# Solution key: widths of the image-potential resonances of Ag(111)

**Conventions.** Crystal at $z<0$, $k_\parallel=0$, energies from the vacuum level. The plane $z=0$ lies half a layer spacing outside the last atoms and serves as image plane. Typical inputs: gap edges at $-0.4$ and $+3.9$ eV relative to $E_F$, work function 4.56 eV, layer spacing $d=2.36$ Å. The gap is then $2V=4.3$ eV wide ($V=2.15$ eV), with midgap at $-2.81$ eV and top at $-0.66$ eV. The image Rydberg is $R=\mathrm{Ry}/16=0.850$ eV.

## (a) Estimate by hand, $n=2$

The level $-0.85/n^2$ eV lies in the gap for $n=1$ and above it for $n\ge2$. The local spacing is $2\times0.85/8\approx0.2$ eV, so with $h\approx4$ eV fs the electron returns to the surface every $T\approx4/0.2=20$ fs. The level sits only about a tenth of the gap width above the gap, so Bragg reflection should partly survive. Guess that half the intensity returns. Escape then takes two trips on average:

$$\tau\approx40\ \text{fs},\qquad\Gamma=\hbar/\tau\approx16\ \text{meV}.$$

## (b) Careful calculation

**Pole.** Let $r_B=e^{i\phi_B}$ (barrier) and $r_C=e^{-\theta}e^{i\phi_C}$ (crystal), with $\theta=-\ln|r_C|$ and $\phi=\phi_B+\phi_C$. Repeated round trips sum to $1/(1-r_Br_C)$. With $\phi\approx2\pi n+\phi'(E-E_n)$, $\phi'=d\phi/dE$, and $\theta$ slowly varying, the pole obeys $i\phi'(E-E_n)=\theta$. Hence $E=E_n-i\Gamma/2$ and

$$\Gamma=\frac{-2\ln|r_C|}{\phi'},\qquad\frac{\Gamma}{\Delta}=\frac{-\ln|r_C|}{\pi},\qquad\Delta=\frac{2\pi}{\phi'}.$$

Here $\Delta$ is the local spacing, and the population decays with $\tau=\hbar/\Gamma$.

**Barrier.** For the potential $-e^2/(16\pi\varepsilon_0z)$ put $E=-R/\nu^2$. The round-trip action $2\int k\,dz$ equals $2\pi\nu$. The constant in $\phi_B=2\pi\nu-\pi$ is fixed so that a hard wall ($\phi_C=\pi$) gives the hydrogenic levels $\nu=n$. Then $\nu=n+a$ with $a=(1-\phi_C/\pi)/2$, and

$$\phi_B'=\frac{\pi\nu^3}{R},\qquad T=\hbar\phi_B'=2.43\,\nu^3\ \text{fs}.$$

**Crystal.** The gap is Shockley-inverted, so the lattice potential is $-2V\cos 2gz$, $g=\pi/d$. Write $\psi=e^{-iqz}(Ae^{igz}+Be^{-igz})$, let $\delta$ be the energy above midgap and $v=\hbar g/m$, and drop terms in $q^2$:

$$(\delta+\hbar vq)A=-VB,\qquad(\delta-\hbar vq)B=-VA .$$

Thus $\hbar vq=\sqrt{\delta^2-V^2}$, with $q>0$ for net flux into the crystal. Neglecting the mismatch between $g$ and the outer wavenumber,

$$r_C=\frac AB=\frac{-V}{\delta+\sqrt{\delta^2-V^2}}=-e^{-\theta},\qquad\cosh\theta=\frac{\delta}{V}.$$

Above the gap $\phi_C=\pi$, so $a=0$, $\phi_C'=0$, and

$$\boxed{\Gamma_n=\frac{2R}{\pi n^3}\,\operatorname{arcosh}\frac{\delta_n}{V}},\qquad\delta_n=2.81\ \text{eV}-\frac{R}{n^2}.$$

| $n$ | $E_n$ (eV) | $\lvert r_C\rvert$ | $\theta$ | $\Gamma/\Delta$ | $\Gamma$ (meV) | $\tau$ (fs) | $n^3\Gamma$ (eV) |
|---|---|---|---|---|---|---|---|
| 2 | $-0.213$ | 0.53 | 0.63 | 0.20 | 43 | 15 | 0.34 |
| 3 | $-0.094$ | 0.49 | 0.71 | 0.23 | 14 | 46 | 0.38 |
| 4 | $-0.053$ | 0.48 | 0.73 | 0.23 | 6.2 | $1.1\times10^2$ | 0.40 |
| $\infty$ | 0 | 0.47 | 0.76 | 0.24 | | | 0.41 |

Widths and spacings shrink together, so the series stays resolved at all $n$. For $n=2$, $\Delta=213$ meV exceeds the actual interval $E_3-E_2=118$ meV, of which $\Gamma_2$ is a fraction 0.36. The peak of $|1-r_Br_C|^{-2}$ has $\mathrm{FWHM}/\Delta=(2/\pi)\arcsin[\sinh(\theta/2)]=0.21$, slightly above the pole value 0.20.

**The $n^3$ law.** Any loss per round trip that tends to a constant as $E\to0$ gives a rate $\propto1/T\propto(n+a)^{-3}$. The law is asymptotic. Because $\theta$ still grows, $\Gamma_2/\Gamma_3=3.0$, not $27/8=3.4$.

For bulk absorption of width $\Gamma_b$, replace $\delta$ by $\delta+i\Gamma_b/2$. Inside a gap this gives $\theta=\phi_C'\Gamma_b/2$ to first order, so $\Gamma=p\,\Gamma_b$ with $p=\phi_C'/(\phi_B'+\phi_C')$. First-order perturbation theory identifies $p$ with the weight in the crystal. It falls as $(n+a)^{-3}$ once $\phi_B'\gg\phi_C'$. A resonance is not normalisable and has no such weight. There absorption first shifts the phase and changes $|r_C|$ only in second order, since a transmitted electron is already lost.

**Neglected terms, $n=2$.**

- Solving for the complex pole without linearising changes $\Gamma_2$ by less than 1%.
- Keeping $q^2$ and matching value and slope to free waves in the mean crystal potential ($\hbar^2g^2/2m=6.75$ eV) raises $\theta$ by 7% to 0.68, giving 46 meV.
- A typical $\Gamma_b\approx0.3$ eV adds 0.009 to $\theta$ and 0.016 to $a$.
- Inelastic decay near the surface is of the order of the typical 4 meV width of a gap-bound $n=2$ state, 9% of $\Gamma_2$.
- A realistic saturated barrier shifts $a$. Since $d\ln\Gamma/da\approx-3/\nu$, an assumed shift of 0.1 changes $\Gamma_2$ by about 15%.

The second digit of each width is therefore uncertain.

## (c) Why the two differ

The model's lifetime, 15 fs, is shorter than the estimate by a factor 2.6. With $\mathcal R=|r_C|^2=0.28$ the estimate is $T/(1-\mathcal R)$ in form and the calculation is $T/(-\ln\mathcal R)$, so the ratio factorises:

$$\frac{\tau_{\rm est}}{\tau}=\frac{20}{19.5}\times\frac{0.72}{0.5}\times\frac{1.27}{0.72}\approx1.03\times1.44\times1.77\approx2.6 .$$

1. **Clock, 1.03.** The round-trip time is 19.5 fs. Only rounding separates it from 20 fs.
2. **Reflectivity, 1.44.** Reflection falls with a square-root onset, $\theta\approx\sqrt{2(\delta-V)/V}$, which gives 0.65 at the level's distance of 0.45 eV from the edge. The exact $\cosh\theta=\delta/V$ puts $\mathcal R=1/2$ only 0.13 eV above the edge. The guess assumed a gentler fall.
3. **Counting, 1.77.** Survival after $j$ trips is $\mathcal R^j=e^{j\ln\mathcal R}$, so the decay rate is $-\ln\mathcal R/T$, with $-\ln\mathcal R=1.27$. The quantity $T/(1-\mathcal R)$ is the mean escape time of a packet launched outward from the surface. It includes one full trip free of loss and can never fall below $T$. The two agree only for $\mathcal R\to1$.

Both treatments share the factor $n^3$ through $T$. They differ in the loss per trip, which the estimate holds fixed.

The values 43 meV and 15 fs belong to this one-dimensional two-band model. As typical knowledge, lifetimes of the Ag(111) resonances are longer, somewhat above 20 fs for $n=2$, so the model falls short by about a third there and by up to roughly a factor of two higher in the series.